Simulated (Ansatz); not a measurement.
**Strength of the O–H bond: CH2F2O → CHF2O + H**

Species: CH2F2O `OC(F)F`, singlet; CHF2O `[O]C(F)F`, doublet; H atom, doublet. 

Shapes, held fixed at every level: PBE0-D4/def2-TZVP. Flexible molecules stand in one conformer, not always the lowest. Programs: Ansatz 0.2.0. The zero-point and thermal change to 298 K, harmonic and unscaled (PBE0-D4/def2-TZVP), is -31.4 kJ/mol.

Estimate ΔH(298 K) of this reaction.

The highest level, CCSD(T)/CBS estimate, gives ΔH(298 K) = +487.9 kJ/mol; the levels span +337.0 to +494.1. The column of differences is taken from that level and isn't an error. Hartree–Fock misses the correlation of the pair that is broken and comes out low. No measured value is set beside it here. Open shells run unrestricted unless RO is named. The CBS estimate extrapolates MP2 from def2-TZVPP and def2-QZVPP and adds CCSD(T) − MP2 in the triple-zeta set, cores frozen.

| level | kind | ΔH(298 K) (kJ/mol) | less CCSD(T)/CBS estimate |
| --- | --- | --- | --- |
| HF/def2-TZVPP | Hartree–Fock | +337.0 | -150.9 |
| r2SCAN-D4/def2-TZVPP | meta-GGA | +453.4 | -34.5 |
| PBE0-D4/def2-TZVPP | global hybrid | +457.0 | -30.9 |
| wB97X-V/def2-TZVPP | range-separated hybrid | +466.5 | -21.4 |
| MP2/def2-SVP | perturbation theory | +469.7 | -18.2 |
| MP2/def2-TZVPP | perturbation theory | +494.1 | +6.2 |
| CCSD(T)/def2-TZVPP | coupled cluster or CI | +474.7 | -13.2 |
| CCSD(T)/CBS estimate | coupled cluster or CI | +487.9 | 0.0 |

The O–H bond is strong, with a best estimate of +487.9 kJ/mol, clearly above what is usual for simple alkanols. The fluorines are the probable reason. They withdraw electron density from an oxygen that becomes electron-poor once hydrogen leaves, and the radical, centred largely on oxygen, has no π system over which to spread its spin. Donation from the oxygen lone pairs into the C–F antibonding orbitals also stabilises the alcohol, and this is probably weaker in the radical.

The closeness of MP2/def2-TZVPP to the best estimate is largely a cancellation. In that same basis MP2 gives +494.1 against +474.7 kJ/mol for CCSD(T), so it overbinds, while the unfinished basis lowers the value because the correlation of the O–H pair is not fully recovered. A larger basis would therefore be expected to worsen the MP2 result. A strong O–H bond also does not make the alcohol persistent, since α-fluoroalcohols typically decompose by losing HF, a path that leaves homolysis aside.
